\section*{Rumer basis or determinants: cost against accuracy for allyl-type radicals}

\subsection*{Model and basis}
A $\pi$ radical with $N$ centres ($N$ odd) in a chain carries one electron per centre in orthogonal orbitals. With a Coulomb term $Q$ and one exchange integral $\alpha<0$ per neighbouring pair,
\begin{equation}
H=Q-\alpha\sum_{\langle rs\rangle}P_{rs}=Q+\alpha\,[G-(N-1)],\qquad G=\sum_{\langle rs\rangle}(1-P_{rs})\ge 0,
\end{equation}
where $P_{rs}=\tfrac12+2\,\mathbf s_r\cdot\mathbf s_s$ swaps two spins ($\hbar=1$). The ground state has the largest eigenvalue $\lambda_1$ of $G$. An estimate $\lambda$ deviates from the exact energy of the model by $\delta=\lambda_1-\lambda$, in units of $|\alpha|$.

A doublet is handled by adding a phantom centre $p=N+1$ on which $H$ does not act. Coupling the doublet to the phantom spin gives a singlet with the same matrix elements. Put the $2n=N+1$ points on a circle and join them by non-crossing singlet bonds (Rumer, 1932). Subtracting the determinant count at $M_S=3/2$ from the count $D$ at $M_S=1/2$ gives the number of doublets,
\begin{equation}
f=\binom{N}{\frac{N-1}{2}}-\binom{N}{\frac{N-3}{2}}=\frac{1}{n+1}\binom{2n}{n}\simeq\frac{4^n}{\sqrt{\pi}\,n^{3/2}},\qquad \frac{D}{f}=\frac{N+3}{4}.
\end{equation}
This Catalan number also counts the non-crossing diagrams. They are independent, because each has its own leading determinant (spin up on the lower end of every bond), so they form a basis.

\subsection*{Island rules}
Non-crossing bonds join odd to even points; orient each singlet from odd to even. Superimposing diagrams $A$ and $B$ gives $i$ closed islands. Each island admits two alternating spin patterns, all with positive sign, and the normalisation is $2^{-n}$, so $S_{AB}=2^{i-n}$. The ratio $\langle s^z_rs^z_s\rangle_{AB}/S_{AB}$ is $-\tfrac14$ or $+\tfrac14$ for odd or even separation along one island and zero between islands. Both states are singlets, so the scalar product is three times this, and (Pauling, 1933)
\begin{equation}
\frac{H_{AB}}{S_{AB}}=Q+\alpha\sum_{\langle rs\rangle}q_{rs},\qquad q=+1\ (\text{odd}),\quad -2\ (\text{even}),\quad -\tfrac12\ (\text{different islands}).
\end{equation}
For $r$ odd and $s$ even, $1-P_{rs}$ doubles a diagram containing bond $(rs)$ and otherwise reconnects $(ra)(bs)\to(rs)(ba)$ with coefficient $+1$, so $G$ is sparse in this basis. In benzene (no phantom, six bonds) the Kekul\'e sum $k$ and Dewar sum $d$ obey $Gk=6k+2d$, $Gd=4d+6k$, giving $\lambda_1=5+\sqrt{13}$ and $E=Q+(\sqrt{13}-1)\alpha$.

\subsection*{Exact answers}
\textbf{Allyl} ($f=2$, $D=3$). For $A=(12)(3p)$ and $B=(1p)(32)$, $S_{AB}=\tfrac12$, $H_{AA}=Q+\tfrac12\alpha$ and $H_{AB}=\tfrac12(Q+2\alpha)$. Then $E_\pm=(H_{AA}\pm H_{AB})/(1\pm S_{AB})=Q\pm\alpha$, that is $\lambda=3$ and $1$. One structure has $\delta=\tfrac12$.

\textbf{Pentadienyl} ($f=5$, $D=10$). Three short-bond structures $A_1,A_3,A_5$ have the radical on centre 1, 3 or 5; the long-bond ones are $B_1=(1p)(52)(34)$ and $B_5=(14)(32)(5p)$. With the mirror-even functions $a=A_1+A_5$, $c=A_3$, $b=B_1+B_5$, reconnection gives $Ga=4a+2c+b$, $Gc=4c+a$, $Gb=2b+3a$, hence
\begin{equation}
\lambda^3-10\lambda^2+27\lambda-16=0,\qquad \lambda_1=\tfrac{10}{3}+\tfrac{2\sqrt{19}}{3}\cos\!\left[\tfrac13\arccos 19^{-3/2}\right]=5.85577,
\end{equation}
with further roots $\lambda_2=3.32164$ and $\lambda_3=0.82259$.

\subsection*{Three methods}
One operation is a multiply-add or a table step; finding the address of a diagram or determinant counts as one step.

\textbf{T: island rules on $M$ structures.} One element needs $N+1$ steps to label islands and $N-1$ look-ups of $q$. The generalised eigenproblem costs, at leading order, $M^3/6$ (Cholesky), $M^3/2$ (reduction) and $2M^3/3$ (tridiagonalisation):
\begin{equation}
W_T=N M(M+1)+\tfrac43M^3,\qquad \text{memory } M(M+1).
\end{equation}
With $M=f$ the work grows as $8^NN^{-9/2}$. Partitioning gives the deviation to second order, $\delta\approx|V|^2/(\lambda-g)$, where $V$ couples the solution to a normalised omitted direction with diagonal element $g$. In pentadienyl, orthogonalising $c,a,b$ in turn makes $G$ tridiagonal, with diagonal $(5,4,1)$ and squared off-diagonals $(\tfrac32,\tfrac12)$. The short-bond space gives $\lambda=(9+\sqrt7)/2=5.82288$ with weight $0.311$ on the second vector, so $\delta\approx\tfrac12(0.311)/(\lambda-1)=0.0322$ against the exact $0.0329$.

The short-bond space, $M=n$, degrades with length. Two structures whose radicals are $d$ dimers apart share an island over $2d$ bonds, so
\begin{equation}
S=2^{-d},\qquad \sum q=\tfrac{N-1}{4}+\tfrac32 d .
\end{equation}
These are Toeplitz matrices, and the gain from the $d$ term is below the maximum of the ratio of their Fourier sums, $\tfrac32\left[-\tfrac23+(\cos\theta-\tfrac12)/(\tfrac54-\cos\theta)\right]\le2$. For $N=4L+1$, a trial product of $L$ four-centre singlets (each with $\sum q=\sqrt3$, from $\lambda^2-6\lambda+6=0$), one free centre and $L$ junctions with $q=-\tfrac12$ bounds the exact value from below. Therefore
\begin{equation}
\delta>\tfrac{N-1}{4}\left(\sqrt3-\tfrac32\right)-2=0.0580\,(N-1)-2 .
\end{equation}

\textbf{P: power iteration in the Rumer basis.} Start from one structure $\psi_0$, compute its overlap row once ($f(N+1)$ steps), apply $G$ by reconnection $K$ times and form $\mu_K/\mu_{K-1}$ with $\mu_k=\langle\psi_0|G^k|\psi_0\rangle$. With weights $w_j$ of $\psi_0$ on the eigenstates,
\begin{equation}
\delta_K=\frac{\sum_j w_j\lambda_j^{K-1}(\lambda_1-\lambda_j)}{\sum_j w_j\lambda_j^{K-1}}\simeq\frac{w_2}{w_1}(\lambda_1-\lambda_2)\,r^{K-1},\qquad r=\frac{\lambda_2}{\lambda_1},
\end{equation}
\begin{equation}
W_P=f\,[(N+3)+K(N-1)],\qquad \text{memory } 3f .
\end{equation}
For allyl $w=(\tfrac34,\tfrac14)$ and $\delta_K=2/(3^K+1)$. For pentadienyl with $\psi_0=c$, $\mu_0,\mu_1,\mu_2=1,\,5,\,26.5$, the cubic supplies $\mu_{k+3}=10\mu_{k+2}-27\mu_{k+1}+16\mu_k$, and $r=0.567$.

\textbf{L: Lanczos in determinants.} The same $\psi_0$ is expanded in the orthonormal $M_S=\tfrac12$ determinants and stays a pure doublet. A step costs $(N-1)D$ for $G$ and $5D$ for vector operations, of which the last step needs only $D$:
\begin{equation}
W_L=D\,[K(N+4)-4],\qquad \text{memory } 3D .
\end{equation}
The Krylov space contains $p(G)\psi_0$ with $p$ the Chebyshev polynomial $T_{K-1}$ scaled to $|p|\le1$ on $[\lambda_{\min},\lambda_2]$, the range of the other states reached. Its Rayleigh quotient gives
\begin{equation}
\delta_K\le(\lambda_1-\lambda_{\min})\frac{1-w_1}{w_1}\,\frac{1}{T_{K-1}(1+2\gamma)^2},\qquad \gamma=\frac{\lambda_1-\lambda_2}{\lambda_2-\lambda_{\min}} .
\end{equation}
At large $K$ the bound falls by $\rho^{-2}$ per step, $\rho=1+2\gamma+2\sqrt{\gamma^2+\gamma}$. Pentadienyl has $\gamma=1.014$ and $\rho^{-2}=0.029$. For a small gap and $\lambda_{\min}\ll\lambda_2$, one e-fold takes about $1/\gamma$ steps of P and $1/(4\sqrt\gamma)$ steps of L. In exact arithmetic L ends after at most $f$ steps, here after three, since $c$ is mirror-even.

\subsection*{Results}
Pentadienyl, with no symmetry reduction in the counts:
\begin{center}
\begin{tabular}{llrrl}
\hline
Method & setting & work & memory & $\delta$\\
\hline
T & $A_3$ & 11 & 2 & 0.8558\\
T & $A_1,A_5$ & 41 & 6 & 0.2558\\
T & $A_1,A_3,A_5$ & 96 & 12 & 0.0329\\
T & all five & 317 & 30 & exact\\
P & $K=4$ & 120 & 15 & 0.2085\\
P & $K=7$ & 180 & 15 & 0.0408\\
P & $K=10$ & 240 & 15 & 0.00754\\
P & $K=14$ & 320 & 15 & 0.00078\\
L & $K=1$ & 50 & 30 & 0.8558\\
L & $K=2$ & 140 & 30 & 0.0329\\
L & $K=3$ & 230 & 30 & exact\\
\hline
\end{tabular}
\end{center}
L at $K=2$ equals the short-bond result because $Gc=4c+a$ spans the same space. Growth with length:
\begin{center}
\begin{tabular}{rrrrrrr}
\hline
$N$ & $f$ & $D$ & T, $M=n$ & T, $M=f$ & P step & L step\\
\hline
5 & 5 & 10 & 96 & 317 & 20 & 90\\
11 & 132 & 462 & 750 & $3.26\times10^{6}$ & 1320 & 6930\\
21 & 58786 & 352716 & 4547 & $2.71\times10^{14}$ & $1.18\times10^{6}$ & $8.82\times10^{6}$\\
\hline
\end{tabular}
\end{center}

\subsection*{Choices}
\textbf{Allyl.} T with both structures is exact at 29 operations and 6 numbers. L needs 30 operations, and P at 28 operations still has $\delta=0.0244$. Use the island rules.

\textbf{Pentadienyl by accuracy.} For $\delta\le0.3$ take T with two structures (41). For $\delta\le0.05$ take T with three (96, against 140 for L and 180 for P). For $\delta\le0.01$, L (230) and P (240) tie within the crudeness of the count. For $\delta\le10^{-3}$, L (230) leads T (317) and P (320), by a margin that the leading-order cubic term at $M=5$ does not make firm.

\textbf{Pentadienyl by budget.} The best within 50 operations is T with two structures, within 100 T with three, within 250 L, which is exact. Within 20 stored numbers only P converges to the exact value.

\textbf{Longer chains.} At $N=11$, even $f$ steps of L cost $9.15\times10^5$, below full T. At $N=21$ the memory is $3.46\times10^9$ numbers for full T, $1.06\times10^6$ for L and $1.76\times10^5$ for P, so a limit of $10^8$ excludes full T and a limit of $5\times10^5$ leaves P as the only convergent route. Within $10^4$ operations only the short-bond T fits, with a deviation that grows linearly in $N$ for long chains.

\textbf{How much accuracy is useful.} With an assumed $\alpha=-140$ kJ\,mol$^{-1}$, the model's allyl resonance energy $|\alpha|/2$ is 70 kJ\,mol$^{-1}$ and the short-bond deviation in pentadienyl is 4.6 kJ\,mol$^{-1}$. A neglected exchange $\alpha'$ between centres 1 and 3 of allyl has $P_{13}=+1$ in the ground state and $q=-\tfrac12$ in one structure, so the resonance energy becomes $|\alpha-\alpha'|/2$. An assumed $\alpha'=0.1\alpha$ shifts it by 7.0 kJ\,mol$^{-1}$. Targets below $\delta\approx0.05$ therefore refine the model Hamiltonian rather than the description of the radical, and for these two radicals the short-bond structures with island rules are the setting to use.